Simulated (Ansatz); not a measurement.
# Ligand exchange: IBr + SiH2(CH3)Cl → ICl + SiH2(CH3)Br

Species: IBr (iodine monobromide), singlet; SiH2(CH3)Cl ((chlorosilyl)methane), singlet; ICl (iodine monochloride), singlet; SiH2(CH3)Br, singlet. The partners trade Br for Cl: I–Br and Si–Cl bonds give way to I–Cl and Si–Br.

Shapes, held fixed at every level: PBE0-D4/def2-TZVP. Programs: Ansatz 0.2.0. The zero-point and thermal change to 298 K, harmonic and unscaled (PBE0-D4/def2-TZVP), is -0.4 kJ/mol.

Task: Estimate ΔH(298 K) of this reaction.

Result: The highest level, CCSD(T)/def2-TZVPP, gives ΔH(298 K) = +35.1 kJ/mol; the levels span +33.8 to +43.2. The column of differences is taken from that level and isn't an error. No measured value is set beside it here. For atoms past krypton def2 sets carry core potentials with scalar relativity. Relativity is left out for Br. Outer-core shells of Br, I are correlated in most correlated rows, in sets that cover them unevenly. Times are processor times on shared x86 and Arm servers, and rough.

```tsv
level	kind	ΔH(298 K) (kJ/mol)	less CCSD(T)/def2-TZVPP	CPU time (sum over the molecules)
SPW92/def2-TZVPP	LDA	+33.8	-1.3	7 s
r2SCAN-D4/def2-TZVPP	meta-GGA	+36.6	+1.5	21 s
B3LYP-D4/def2-TZVPP	global hybrid	+37.3	+2.2	19 s
BHLYP-D4/def2-TZVPP	global hybrid	+38.7	+3.6	14 s
B2PLYP/def2-TZVPP	double hybrid	+37.1	+2.0	20 s
MP2/def2-SVP	perturbation theory	+43.2	+8.1	–
CCSD/def2-TZVPP	coupled cluster or CI	+35.7	+0.6	–
CCSD(T)/def2-TZVPP	coupled cluster or CI	+35.1	0.0	2.1 min
```

Every level makes the exchange endothermic, so enthalpy favours chlorine on silicon and bromine on iodine. Both halogen partners bind chlorine more strongly than bromine, but the preference is much larger for silicon. Silicon is electropositive, and its bond to the smaller, more electronegative chlorine gains both ionic character and overlap. Iodine is much closer to the two halogens in electronegativity, so forming I–Cl repays only part of the cost of giving up Si–Cl.

Because the number and broad type of bonds are conserved, much of the error in each bond energy should cancel. This probably explains why even the LDA falls close to CCSD(T), and its agreement is no sign that it would describe the separate bond strengths well. The perturbative triples change the CCSD value only slightly, which suggests little sensitivity to higher correlation. MP2 stands apart at +43.2 kJ/mol, but its smaller basis may be as responsible as the perturbation theory itself. The reaction enthalpy says nothing about the barrier to exchange.
